**Stripping krypton in non-relativistic spin-polarised LDA: what fails, and by how much**

Ionisation energies (IE) taken as total-energy differences lie within about 2 % of the NIST table from 36 eV to 18 keV, and the larger misses have the size of missing relativity: 19 eV for a 3s electron, 88 eV for 2s, some 300 eV for 1s. The negative highest eigenvalue $-\varepsilon$ is worse than the energy difference in every row, 2.6 to 16 % below the NIST value. It falls short of the computed IE by about 10 eV divided by the orbital's mean radius $\langle r\rangle$ in bohr. In the 2p shell the calculation also puts the largest step at the wrong electron count.

Quantum ESPRESSO 7.5 (ld1.x), all-electron Kohn-Sham calculations of spherical krypton ions in NIST's ground configurations, with a point nucleus. The level of theory is non-relativistic, spin-polarised LDA (Slater exchange, Perdew-Zunger correlation), with open shells filled at highest spin. Ionisation energies are differences of total energies. NIST's configurations need not be the lowest at this level of theory, the spherical open shells resolve neither terms nor fine structure, and Breit and QED terms are absent.

```csv
species,Z,charge (e),electrons,configuration,electron removed from,ionisation energy (eV),−ε(highest occupied) (eV),highest level mean radius (bohr),highest level,NIST table (eV),kind of table value,stated uncertainty (eV),computed less table (eV),−ε / IE
Kr2+,36,2,34,[Ar] 3d10 4s2 4p4,4p,35.8790,30.183,1.7517,4p down,35.838,measured,0.02,0.041,0.841
Kr4+,36,4,32,[Ar] 3d10 4s2 4p2,4p,64.1964,57.508,1.5986,4p up,64.69,semi-empirical,0.2,-0.494,0.896
Kr6+,36,6,30,[Ar] 3d10 4s2,4s,108.586,101.22,1.3811,4s,109.13,theory,0.05,-0.544,0.932
Kr7+,36,7,29,[Ar] 3d10 4s1,4s,125.545,118.07,1.3453,4s up,125.802,measured,0.003,-0.257,0.940
Kr9+,36,9,27,[Ar] 3d9,3d,271.939,253.04,0.52448,3d down,268,theory,3,3.94,0.930
Kr11+,36,11,25,[Ar] 3d7,3d,351.225,330.78,0.49783,3d down,350,theory,3,1.23,0.942
Kr13+,36,13,23,[Ar] 3d5,3d,448.576,425.94,0.46982,3d up,446,theory,3,2.58,0.950
Kr15+,36,15,21,[Ar] 3d3,3d,542.501,518.43,0.44963,3d up,540,theory,3,2.50,0.956
Kr17+,36,17,19,[Ar] 3d1,3d,641.797,616.46,0.43179,3d up,640,theory,3,1.80,0.961
Kr19+,36,19,17,[Ne] 3s2 3p5,3p,831.472,808.09,0.46292,3p down,831.6,semi-empirical,0.9,-0.128,0.972
Kr20+,36,20,16,[Ne] 3s2 3p4,3p,878.048,854.84,0.45769,3p down,882.8,semi-empirical,1.3,-4.75,0.974
Kr22+,36,22,14,[Ne] 3s2 3p2,3p,988.015,963.33,0.44621,3p up,999,semi-empirical,2.4,-11.0,0.975
Kr24+,36,24,12,[Ne] 3s2,3s,1135.90,1114.2,0.45345,3s,1155,semi-empirical,1.6,-19.1,0.981
Kr26+,36,26,10,[He] 2s2 2p6,2p,2922.97,2853.6,0.15817,2p,2928.9,semi-empirical,1.7,-5.93,0.976
Kr28+,36,28,8,[He] 2s2 2p4,2p,3199.46,3131.2,0.15453,2p down,3228,semi-empirical,7,-28.5,0.979
Kr30+,36,30,6,[He] 2s2 2p2,2p,3535.23,3461.6,0.15024,2p up,3584,semi-empirical,4,-48.8,0.979
Kr31+,36,31,5,[He] 2s2 2p1,2p,3680.95,3608.7,0.14861,2p up,3752,semi-empirical,2.5,-71.0,0.980
Kr33+,36,33,3,[He] 2s1,2s,4021.16,3967.7,0.17265,2s up,4109.083,theory,0.009,-87.9,0.987
Kr35+,36,35,1,1s1,1s,17591.3,17373,0.041738,1s up,17936.24,theory,0.0016,-345,0.988
```

Charge and shell change together down the table, and only Kr2+ and Kr7+ have measured references.

**One electron, where the error can be split**

For Kr35+ the exact non-relativistic IE is $\mathrm{Ry}\,Z^2 = 17633.0$ eV with Ry = 13.606 eV. The computed value is 41.7 eV lower, and that part belongs to the functional. A lone electron should not repel itself, so its Hartree energy $U$ and exchange-correlation energy $E_{xc}$ should cancel. In this run $11.233 - 9.704 = 1.529$ hartree, or 41.6 eV, survives. The point-nucleus Dirac energy exceeds the Schrödinger value by 315.2 eV and overshoots the NIST entry, itself theory, by 11.9 eV, which standard theory assigns to QED, nuclear size and recoil. The sum $-41.7 - 315.2 + 11.9$ is the tabulated $-345$ eV, of which self-interaction is 12 %.

The two parts scale oppositely. For a hydrogenic 1s density $U = 5Z/16$ and the LDA exchange is $-0.268Z$ hartree, so the residue relative to $Z^2/2$ is $0.089/Z$. The relativistic fraction is about $(Z\alpha)^2/4$, with $\alpha = 1/137.04$. The two are equal near $Z = 18$ to 19, so above that a one-electron ion needs relativity before a better functional.

**Relativity in the many-electron ions**

The first-order gain in binding of a hydrogenic electron is

$$\Delta = \alpha^2\,\mathrm{Ry}\,\frac{Z_\mathrm{eff}^4}{n^3}\left[\frac{1}{j+\tfrac12} - \frac{3}{4n}\right],$$

largest for $j = \tfrac12$ (s and p$_{1/2}$). Nothing is fitted, and $j$ comes from filling the lower $j$ first. Estimate A takes $Z_\mathrm{eff} = n\sqrt{\mathrm{IE}/\mathrm{Ry}}$ from the computed IE. Estimate B, the Landé form for penetrating orbits, replaces $Z_\mathrm{eff}^4/n^3$ by $Z_i^2 Z_o^2/n^{*3}$, where $Z_o$ is the charge plus one, $n^* = Z_o\sqrt{\mathrm{Ry}/\mathrm{IE}}$, and the inner charge $Z_i$ follows a rough recalled rule: $Z$, $Z-n$ and $Z-11$ for s, p and d.

For Kr33+ (2s), $\mathrm{IE}/\mathrm{Ry} = 4021.16/13.606 = 295.5$, so $Z_\mathrm{eff} = 2 \times 17.19 = 34.38$ and $Z_\mathrm{eff}^4/8 = 1.747\times10^5$. The bracket is $1 - 3/8 = 0.625$ and $\alpha^2\mathrm{Ry} = 7.245\times10^{-4}$ eV, which gives 79.1 eV against a shortfall of 87.9 eV. B gives 87.7 eV, an agreement closer than a first-order formula without QED or LDA error deserves.

The s and p rows of $n = 2$ have an rms error of 57 eV, which drops to 11 eV after adding A and 12 eV after B. For $n = 3$, 11 eV drops to about 4 eV with either. That makes relativity the likely main term, though in these ions, unlike Kr35+, the numbers do not separate it from the LDA error.

Small errors deserve suspicion. For $n = 4$ the raw rms error is 0.4 eV; A leaves 0.3 eV and B raises it to 1.6 eV. A uses only the outer charge and should undercount a penetrating 4s electron. If B's 2.7 eV for Kr7+ is near the truth, the error of $-0.257$ eV hides an LDA overbinding of about 2 eV. The table alone cannot confirm this. Kr19+, which is within its uncertainty, is a different case: for a p$_{3/2}$ electron the screening by contracted s and p$_{1/2}$ shells should offset part of the direct gain, so both estimates probably overcount it, by an amount not computed here.

All five 3d errors are positive, mean 2.4 eV, so both estimates move them the wrong way. They lack the indirect effect: relativistic contraction of s and p shells screens the nucleus and loosens d electrons. The sign fits the rows that lose a d$_{5/2}$ electron; for 3d³ and 3d¹, which lose a d$_{3/2}$ electron, spin-orbit binding opposes the loosening. These non-relativistic runs do not give the size of the loosening, so the net sign there is open and the errors of $+2.50$ and $+1.80$ eV are not explained. In any case the references are theory with 3 eV uncertainty, only Kr9+ exceeds it, and the order among these rows carries no information.

**A step in the wrong place**

With the intermediate ions from the same set of runs, the errors from 2p⁶ to 2p¹ are $-5.9$, $-10.1$, $-28.5$, $+7.8$, $-48.8$ and $-71$ eV. A smooth functional error would hardly change sign like this. The calculation fills one spin first, so its largest rise in IE, 188 eV, comes from Kr28+ to Kr29+, where the minority spin is emptied and removal starts to cost exchange. The excess over the mean of the other steps is 46 eV, close to the 47 eV spin splitting of 2p in Kr29+.

The semi-empirical NIST values rise by only 152 eV there and by 204 eV one ion later (computed 147.5 eV). This is where the four 2p$_{3/2}$ electrons are gone and 2p$_{1/2}$ must be ionised. The NIST excess is 49 eV, and the formula's difference between $j = \tfrac12$ and $\tfrac32$ for Kr30+ is 49 eV (A) or 57 eV (B). Spin-orbit coupling, absent here, explains the position and rough size of the step. The close match with A is accidental: A sees only the outer charge and undercounts the splitting, and term energies also shape the NIST steps. After adding A, Kr28+ is still 18.5 eV low and Kr29+ 19 eV high, as if high-spin 2p³ were too stable, being too easy to reach and too hard to leave. Unresolved terms and Breit interaction also enter, and Kr28+ carries 7 eV of uncertainty.

Summing the six IEs links two closed shells and removes every open-shell energy. The 2p sum is 157 eV short (A 166, B 195 eV) and the 3p sum 28 eV short (A 27, B 52 eV), so A comes closer here, probably in part by cancellation: it should overcount the four p$_{3/2}$ electrons, for which it lacks the indirect screening, and undercount the two p$_{1/2}$ electrons.

Exchange grows as $Z_\mathrm{eff}$ and spin-orbit splitting as $Z_\mathrm{eff}^4/n^3$, so half-filling should win where $Z_\mathrm{eff}$ is smaller, as in krypton's 3p shell or in lighter atoms. In 3p both sequences indeed peak at half-filling (60.6 eV computed, 62.2 eV NIST). The 3p¹ error, $-4.9$ eV after $-11.0$ eV for 3p², fits neither estimate.

**The eigenvalue**

Janak's theorem gives $\mathrm{IE} = -\int_0^1 \varepsilon(f)\,df$ over the occupation $f$ of the level. For the exact functional $\varepsilon$ is constant between integer electron numbers. In LDA the electron repels part of itself, $\varepsilon$ rises with $f$, and the gap $\mathrm{IE} + \varepsilon$ is half the total rise if that is linear. The linearity was tested in two rows and holds closely in both. Others, such as Kr24+ and Kr31+, were not tested and may fit less well. The 4s level lies at $-118.07$ eV in Kr7+ and at $-132.53$ eV when empty in Kr8+, and the midpoint misses the computed IE by 0.24 eV where the gap is 7.48 eV. For Kr28+ the miss is 0.54 eV against 68.3 eV.

For one electron the gap follows directly: $U$ scales as $f^2$ and LDA exchange as $f^{4/3}$, so $\varepsilon - E = U + E_x/3$. With $E_{xc}$ in place of $E_x$, $11.233 - 9.704/3 = 7.998$ hartree $= 217.6$ eV against 218 eV. Only a third of the exchange offsets $U$, which is why the gap is five times the 42 eV self-interaction in the energy. The $f^{4/3}$ term also spoils the linearity here: the midpoint of the filled level and the bare-nucleus level misses the computed IE by 88 eV. The midpoint should be most reliable where the electron overlaps much other density of its spin. The lone 2s electron of Kr33+ has little, so the midpoint may degrade there too, but this was not computed.

A self-repulsion goes as $1/\langle r\rangle$. An unweighted log-log line through all 19 rows has slope $-0.99$, and gap times radius stays between 9.1 and 11.1 eV bohr. Its geometric mean, 10.4, reproduces the gaps to 6 % rms and is 14 % too high for Kr35+, which was included. A gap proportional to $\sqrt{\mathrm{IE}}$, fitted alike, misses by 25 % rms. Reading the slope as self-interaction, reduced by relaxation of the other electrons, is established theory and is shown by numbers only for Kr35+.

The ratio $-\varepsilon/\mathrm{IE}$ climbs from 0.841 to 0.988 because IE grows roughly as $Z_\mathrm{eff}^2$ and the gap as $Z_\mathrm{eff}$. It dips where a more compact shell opens: 0.940 to 0.930 from 4s to 3d, and 0.981 to 0.976 from 3s to 2p, though not from 2s to 1s (0.987 to 0.988).

**What to do**

Use energy differences, and treat $10\ \mathrm{eV\,bohr}/\langle r\rangle$ as the size of the eigenvalue's deficit. Evaluate $\Delta$ before judging the functional: if it approaches the error, repeat the run relativistically. A scalar-relativistic run addresses the s rows and the indirect d shift, but the 2p step needs spin-orbit coupling. Without it, compare sums between closed shells.
